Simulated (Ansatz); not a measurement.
**A ladder of methods for CH2BF (SMILES B[C]F)**

CH2BF: 5 atoms, total charge 0, spin state triplet. As SMILES, `B[C]F`. The coordinates come from a GFN2-xTB relaxation.

```xyz
5

B    -0.5056   -0.2501   -0.1209
C     0.8999    0.1798   -0.2454
F     1.7161    0.8967    0.4901
H    -0.9948   -0.9049   -0.9535
H    -1.1156    0.0785    0.8297
```

Quantity: the energy change with the B1–H4 bond stretched from 1.167 to 2.917 Å, in eV. The values are calculated.

| level | kind | program | value (eV) | less FCI/STO-3G |
| --- | --- | --- | --- | --- |
| UPBE/STO-3G | GGA | Ansatz | 6.03 | +0.67 |
| U-r2SCAN/STO-3G | meta-GGA | Ansatz | 5.85 | +0.49 |
| UB3LYP/STO-3G | global hybrid | Ansatz | 6.02 | +0.66 |
| UBHLYP/STO-3G | global hybrid | Ansatz | 6.05 | +0.69 |
| U-wB97M-V/STO-3G | range-separated hybrid | Ansatz | 6.32 | +0.96 |
| UCAM-B3LYP/STO-3G | range-separated hybrid | Ansatz | 6.12 | +0.76 |
| UMP2/STO-3G | perturbation theory | Ansatz | 5.45 | +0.09 |
| FCI/STO-3G | exact in the basis | Ansatz | 5.36 | 0.00 |

FCI/STO-3G is exact within its basis and frozen core, so for wave-function methods in that basis the difference is their error; functionals converge differently with the basis, so for them it is only a difference. The first shape isn't each level's own minimum. The values span 5.36 to 6.32 eV. Spin contamination of the reference (⟨S²⟩ at least 0.1 too high) touches UPBE/STO-3G, U-r2SCAN/STO-3G, UB3LYP/STO-3G, UBHLYP/STO-3G, U-wB97M-V/STO-3G, UCAM-B3LYP/STO-3G, UMP2/STO-3G. All rows use very small basis sets, so none should be taken for the real molecule's value.

Pulling the hydrogen away from boron is costly at every level, as expected for the loss of a strongly overlapping, weakly polar electron-pair bond. In the triplet, the electron left on boron can recouple with one of the unpaired electrons on the carbene carbon, so the cost probably reflects B–C rebonding as well as B–H cleavage.

All the functionals lie above FCI, but their order doesn't follow the share of exact exchange: UPBE, UB3LYP and UBHLYP nearly coincide, while U-r2SCAN is lowest and U-wB97M-V highest. This suggests that the balance of exchange and correlation between the bonded and stretched structures matters more than the exchange fraction alone.

UMP2 comes much closer, at +0.09 eV from FCI, but an energy difference can benefit from cancelling errors, so this doesn't establish comparable accuracy for either structure separately or along the path between them. Nor do two points show whether the stretch has reached the dissociation plateau, so the values shouldn't be equated with a B–H bond dissociation energy.
